**Counting the waves**

The electron density is built from products of orbitals, and this gives a first estimate of how many plane waves it needs. If the shortest wave in an orbital has wave number K, the product of two such waves reaches 2K. Cutoffs are quoted as kinetic energies, which grow as the square of the wave number:

orbital cutoff = K² = 45 Ry

density cutoff = (2K)² = 4 × 45 Ry = 180 Ry

The sweep for PbS therefore starts at the value where the products of orbitals are already held in full. In the table the sweep value is this density cutoff in Ry, and the energy is counted from the run at 720 Ry.

Quantum ESPRESSO 7.5, LDA without spin–orbit coupling, for rock-salt PbS in a fixed cell: GBRV 1.5 ultrasoft potentials, 45 Ry orbital cutoff, 8×8×8 k mesh, Fermi–Dirac smearing of 0.05 eV. The sweep value is the density cutoff in Ry. Energies are free energies relative to the 720 Ry run, and the force miss is the largest difference in any force component from that run.

```
sweep value  energy less tightest (meV/atom)  pressure (GPa)  gap (eV)  force miss (eV/Å)
        180                           -0.110        -2.78450   0.23510              0.000
        225                           -0.010        -2.78030   0.23510              0.000
        270                            0.030        -2.78740   0.23510              0.000
        315                            0.010        -2.78850   0.23510              0.000
        360                            0.030        -2.78560   0.23510              0.000
        450                            0.030        -2.78680   0.23510              0.000
        540                           -0.010        -2.78670   0.23510              0.000
        720                            0.000        -2.78760   0.23510              0.000
```

**A flat line and two small misses**

If the orbital products are complete from the first row, the simplest model is a constant. Its level was taken as the mean of the six settings from 270 Ry up, so the rows at 180 and 225 Ry had no part in it and can be tested against it. The analysis printed after this text lists how far each row lies from that level.

Two rows stand out, each in a different quantity. At 180 Ry the energy lies about 0.13 meV/atom below the level, roughly three times the full spread of the six finer settings. At 225 Ry the energy is back within that spread, but the pressure is 6.8 MPa too high, a little over twice the corresponding spread. The gap stays at 0.2351 eV in every row.

Both misses are larger than the rounding of the table, yet of no practical weight for this crystal. The energy miss is about an eighth of a tolerance of 1 meV/atom, and the pressure miss is below a tenth of a tolerance of 0.1 GPa. The run at 720 Ry describes the density with eight times as many plane waves as the run at 180 Ry, yet its energy differs by only 0.11 meV/atom and its pressure by about 3 MPa.

**What the higher cutoffs still add**

The potentials used here are ultrasoft. They keep the orbitals smooth near the nuclei, which allows the low orbital cutoff, and restore the charge lost in the smoothing by adding a compact augmentation charge around each atom. A compact charge contains short waves that no product of the smooth orbitals supplies. Raising the density cutoff above 180 Ry describes this charge more sharply, and it also refines the grid on which the exchange-correlation energy is summed.

For the electrostatic energy, theory gives a reason why this refinement matters so little. Each wave of the density is multiplied there by a potential that falls off as the wave gets shorter. A short wave with a small amplitude thus counts for little, provided that the augmentation charge has been made smooth enough. The flat energies suggest that this holds for both the lead and the sulfur potential, and that the exchange-correlation grid is fine enough as well.

The two misses probably come from what is left of these effects on the coarser grids. The runs differ only in the density cutoff, and the threshold for self-consistency is far tighter than the energy miss. Whether the augmentation charge or the exchange-correlation grid contributes more is not settled by this sweep, because one cutoff controls both.

**Why the misses do not form a common tail**

A simple fading error would make 180 Ry the worst row in both energy and pressure. The pressure contradicts this, since its miss at 225 Ry is more than twice that at 180 Ry. The two quantities need not agree, because pressure measures how the energy changes when the cell is strained. An error can be small at the given volume and still have a noticeable slope there.

The sign of the energy miss is instructive as well. In a sweep of the orbital cutoff at a fixed density cutoff, the energy falls as waves are added, because the orbitals gain freedom to lower it. The density cutoff gives no such guarantee, since it alters how the energy of given orbitals is evaluated. The coarsest setting can therefore give the lowest energy, as it does here, and a low value is no sign of a better calculation.

**What the pressure miss means for the lattice**

The larger pressure miss can be turned into a length. The equilibrium lattice constant is the one at which the calculated pressure vanishes. For a cubic crystal with lattice constant a and bulk modulus B, a small error ΔP in that pressure shifts it by

Δa ≈ a ΔP / (3B)

The lattice constant is twice the Pb–S contact, 2 × 2.966 Å = 5.932 Å. With a rough, recalled bulk modulus of 60 GPa and ΔP = 0.0068 GPa, this gives

Δa ≈ 5.932 Å × 0.0068 / (3 × 60) ≈ 0.0002 Å

A shift of this size is far smaller than the usual error of LDA in a lattice constant.

The pressure itself is another matter. Its value of −2.79 GPa means that the given cell would contract, and the same formula puts the contraction at roughly 0.09 Å. That is about four hundred times the effect of the density cutoff. LDA commonly gives lattice constants that are too short, which fits the sign if the given cell is close to the measured one, although the orbital cutoff and the k mesh were held fixed and their share was not tested.

**Where a break would be expected**

The counting argument places the first danger below 180 Ry. There the density would lose waves that the orbitals themselves produce, in addition to part of the augmentation charge. The loss should set in gradually, because the shortest waves carry little weight in a well-converged orbital. Since the lowest setting tested already passes, the sweep shows a safe value for these quantities but not the point of failure.

The second danger lies in the potentials. Norm-conserving potentials have no augmentation charge, so with them four times the orbital cutoff is the natural choice and only the exchange-correlation grid remains to be refined. Ultrasoft potentials for atoms with compact valence shells, such as oxygen or the 3d metals, often carry sharper augmentation charges and may need a larger factor. The factor of four that serves PbS here should be tested again when the potentials change.

The third danger is a change of geometry. In rock salt each atom sits at a centre of symmetry, so its force vanishes at any cutoff, and the zero force miss is no evidence of converged forces. Once atoms lose this symmetry, as in a vibration or at a surface, it no longer cancels the errors that a finite grid leaves in the forces. Forces need their own test in such a structure.

A gap that holds steady against the density cutoff is not yet an accurate one. The k mesh was not varied, and a mesh can miss the band edge. Spin–orbit coupling is left out, and in PbS it is known to lower the gap by some tenths of an eV, which is comparable with the gap found here. LDA also tends to make gaps too small. The density cutoff has no influence on either error.

Numerical output:

```
wave cutoff (Ry): 45
misses from the flat level:
  row  density cutoff over wave cutoff  half shortest wavelength (angstrom)  plane waves relative to 180 Ry  energy miss (meV/atom)  pressure miss (MPa)
  180                                4                               0.1239                               1                  -0.125                  2.6
  225                                5                               0.1108                           1.398                  -0.025                  6.8
  270                                6                               0.1012                           1.837                   0.015                 -0.3
  315                                7                              0.09367                           2.315                  -0.005                 -1.4
  360                                8                              0.08762                           2.828                   0.015                  1.5
  450                               10                              0.07837                           3.953                   0.015                  0.3
  540                               12                              0.07154                           5.196                  -0.025                  0.4
  720                               16                              0.06196                               8                  -0.015                 -0.5
full spread of energy from 270 Ry up (meV/atom): 0.04
full spread of pressure from 270 Ry up (MPa): 2.9
full spread of energy over all rows (meV/atom): 0.14
full spread of pressure over all rows (MPa): 8.2
size of energy miss at 180 Ry over that at 225 Ry: 5
size of pressure miss at 225 Ry over that at 180 Ry: 2.615
spread of the gap over all rows (meV): 0
self-consistency threshold (meV/atom): 2.721e-06
mean pressure from 270 Ry up (GPa): -2.787
pressure miss at 225 Ry as share of the pressure (percent): 0.244
rough lattice constant shift from the pressure miss at 225 Ry (angstrom): 0.0002241
rough lattice constant shift from the whole pressure (angstrom): 0.09185
```
